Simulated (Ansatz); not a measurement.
# HgPt: the change of pressure with volume per atom

All results are calculated (Ansatz 0.2.0). Periodic Kohn-Sham DFT of a crystal at fixed atoms; pressure and stress are positive in compression; the energy is the free energy less that of spherical unpolarised free atoms; site moments are those in the method's own spheres, positive along +z.

Cell of the first row (space group P4/mmm, No. 123):
```
cell vectors (Å)
   2.9104     0.0000     0.0000
   0.0000     2.9104     0.0000
   0.0000     0.0000     3.7469
atoms (fractions of the cell vectors)
Hg  0.00000  0.00000  0.00000
Pt  0.50000  0.50000  0.50000
```

Settings of every row: method all-electron PAW; functional LDA; relativity scalar; k mesh 12x12x10; filling fermi-dirac; smearing width 0.03 eV; nucleus gaussian.

Atom start moment: 0 on all atoms.

Limits: no spin-orbit coupling on heavy atoms.

| row | volume per atom (Å³) | pressure (GPa) |
| --- | --- | --- |
| 1 | 15.868 | 12.105 |
| 2 | 16.206 | 6.901 |
| 3 | 16.544 | 2.341 |
| 4 | 16.713 | 0.278 |
| 5 | 16.881 | -1.653 |
| 6 | 17.05 | -3.457 |
| 7 | 17.219 | -5.145 |
| 8 | 17.557 | -8.189 |
| 9 | 17.894 | ? |

Question: what pressure should row 9 give?

Worked fit of pressure. Take u = (V_r/V)^(2/3) − 1 with V_r = 16.797 Å³ an atom, which is twice the finite (Eulerian) strain; such expansions in the strain, on which the Birch-Murnaghan equation of state is built, carry the rest volume and the bulk modulus. The shown rows have u = 0.03866, 0.02417, 0.01017, 0.00335, -0.00332, -0.00992, -0.01641, -0.02907. Least squares give pressure = −0.7039 + 288.109 × u + 1080.56 × u² + 947 × u³ GPa; a parabola predicts inner rows, each left out in turn, worse (root mean square 0.01 against 0.0048 GPa). The rows lie off it by 0.001, -0.003, 0.002, 0.005, -0.004, 0.000, 0.000, 0.000 (root mean square 0.0026 GPa). The pressure vanishes at u = 0.0024, or V = 16.74 Å³ an atom, and there the bulk modulus at fixed shape and fractions is B = −V dP/dV = (2/3)(1 + u) dP/du = 196 GPa. Letting shape and atoms relax would as a rule lower it, by much in layered, chain or molecular crystals. The withheld row has u = -0.0413, so the fit gives −0.7039 + 288.109 × (-0.0413) + 1080.56 × (-0.0413)² + 947 × (-0.0413)³ = -10.826 GPa.

The calculation gave -10.83 GPa. The fit lies 0.004 GPa (0.017 % of the column's range) above it; its largest miss of a shown row is 0.005 GPa. This row lies beyond the range of the fit.
